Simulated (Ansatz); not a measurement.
## Ligand exchange: Sc(CH3)F2 + CClF3 → ScF3 + C2H3ClF2

Species: Sc(CH3)F2, singlet; CClF3 `FC(F)(F)Cl`, singlet; ScF3 `[F][Sc]([F])[F]`, singlet; C2H3ClF2 (1-chloro-1,1-difluoroethane) `CC(F)(F)Cl`, singlet. The partners trade CH3 for F: Sc–CH3 and C–F bonds give way to Sc–F and C–CH3.

Shapes, held fixed at every level: PBE0-D4/def2-TZVP. Programs: Ansatz 0.2.0. Electronic energies: no zero-point or thermal term.

(1) Estimate ΔE of this reaction.

## Answers

(1) The highest level, CCSD(T)/def2-TZVPP, gives ΔE = -269.8 kJ/mol; the levels span -278.9 to -269.4. The column of differences is taken from that level and isn't an error. No measured value is set beside it here. Correlated rows may include outer-core shells of Sc, which these sets cover unevenly.

```csv
level,kind,ΔE (kJ/mol),less CCSD(T)/def2-TZVPP
r2SCAN-D4/def2-TZVPP,meta-GGA,-269.4,+0.4
B3LYP-D4/def2-TZVPP,global hybrid,-273.2,-3.4
BHLYP-D4/def2-TZVPP,global hybrid,-272.1,-2.3
B2PLYP/def2-TZVPP,double hybrid,-276.5,-6.7
MP2/def2-TZVPP,perturbation theory,-278.9,-9.1
CCSD(T)/def2-SVP,coupled cluster or CI,-273.0,-3.2
CCSD/def2-SVP,coupled cluster or CI,-272.7,-2.9
CCSD(T)/def2-TZVPP,coupled cluster or CI,-269.8,0.0
```

The exchange is strongly exothermic at every level, and the spread between methods is small beside the reaction energy itself. The driving force is the replacement of a polar, carbanion-like Sc–CH3 bond by a much stronger Sc–F bond. Fluoride is a hard, compact donor well matched to d0 Sc(III), and its lone pairs can also donate into the empty 3d orbitals. This gain outweighs the cost on the carbon side, where a strong C–F bond gives way to a weaker C–C bond and some of the stabilisation from geminal fluorines is lost.

Scandium stays trivalent and all species are closed-shell, so much of the correlation energy probably cancels. Consistent with this, the triples barely change the result in the smaller basis, where enlarging the basis matters more. MP2 gives the most exothermic value, followed by B2PLYP, which suggests that second-order correlation overestimates the preference for the products. The favourable energy doesn't establish a facile reaction, since C–F activation may still face a substantial barrier.
